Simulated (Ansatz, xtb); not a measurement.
**C2H6BrSn+: which of two isomers lies lower**

Structure I: `[CH3][Sn+]([CH3])[Br]`, a singlet. Structure II: `C[CH2][SnH+][Br]`, a singlet. Both are isolated ions in the gas phase, relaxed with B3LYP-D3(BJ)/def2-SVP, each in the lowest conformer that the search found.

Quicker runs give these differences E(II) − E(I): GFN2-xTB −9.7 kJ/mol; HF/STO-3G +124.0 kJ/mol (at GFN2-xTB geometries); r2SCAN-D4/def2-SVP +68.3 kJ/mol (at GFN2-xTB geometries).

Problem. Which of the two would you expect CCSD(T)/def2-SVP + ΔMP2/def2-TZVPP electronic energies to favour?

Solution. Structure I; the calculation gives E(II) − E(I) = +67.4 kJ/mol.

The same difference at several levels:

```
                             level               geometry  E(II) − E(I) (kJ/mol)  departure from the last row (kJ/mol)  job, with rough time for the two
                          GFN2-xTB               GFN2-xTB                    −9.7                                 −77.1              optimisation, 0.21 s
                         HF/STO-3G               GFN2-xTB                  +124.0                                 +56.7               single point, 1.1 s
                r2SCAN-D4/def2-SVP               GFN2-xTB                   +68.3                                  +1.0               single point, 4.1 s
             B3LYP-D3(BJ)/def2-SVP  B3LYP-D3(BJ)/def2-SVP                   +53.0                                 −14.4             optimisation, 2.1 min
                       HF/def2-SVP  B3LYP-D3(BJ)/def2-SVP                   +54.5                                 −12.9           part of the CCSD(T) run
                      MP2/def2-SVP  B3LYP-D3(BJ)/def2-SVP                   +56.3                                 −11.1           part of the CCSD(T) run
                  CCSD(T)/def2-SVP  B3LYP-D3(BJ)/def2-SVP                   +51.4                                 −15.9                      single point
CCSD(T)/def2-SVP + ΔMP2/def2-TZVPP  B3LYP-D3(BJ)/def2-SVP                   +67.4                                                      single point, 58 s
```

As drawn, II has 1 C–C, 1 Sn–H in place of 1 C–Sn, 1 C–H.

GFN2-xTB puts the two in the other order. The largest departure from CCSD(T)/def2-SVP + ΔMP2/def2-TZVPP is that of GFN2-xTB, 77.1 kJ/mol. The last row adds to CCSD(T) the change of the MP2 difference between the two basis sets, here +15.9 kJ/mol, a large step that makes the value less sure.

With harmonic frequencies from B3LYP-D3(BJ)/def2-SVP (ideal gas, rigid rotor, one conformer each, 298.15 K, 1 atm): on the last row, ΔE + ΔZPE = +65.8 kJ/mol. A mode under 50 cm⁻¹ makes harmonic enthalpies and free energies unreliable, so none is given.

The correlated steps freeze 15 core orbitals; the filled d shell of Br and Sn is correlated, in a basis made for valence electrons. Atoms past krypton carry core potentials in the def2 sets, other sets are all-electron and non-relativistic, and no spin–orbit term is included. Programs: Ansatz 0.2.0, xtb 6.7.1; the last row on 2 threads of Arm Neoverse V2 on a shared host.

Every ab initio and density-functional level places the dimethyl cation I below its ethyl hydride isomer II. The main reason is probably the exchange of a strong C–H bond for a much weaker Sn–H bond, which the gain of a C–C bond over a C–Sn bond does not repay. A second alkyl group in place of hydride should also stabilise the electron-poor tin centre through induction, polarisation and hyperconjugation. Zero-point energy narrows the gap slightly, as expected when a stiff C–H stretch gives way to a softer Sn–H one.

In def2-SVP, HF, MP2 and CCSD(T) lie close together, so the preference does not depend on electron correlation. The near match of r2SCAN-D4 with the last row probably owes something to cancellation, since it lies well above CCSD(T) in the same basis. GFN2-xTB's reversal comes from its energy function rather than its geometries, on which r2SCAN-D4 still favours I. The ordering says nothing about the barrier between the two ions.
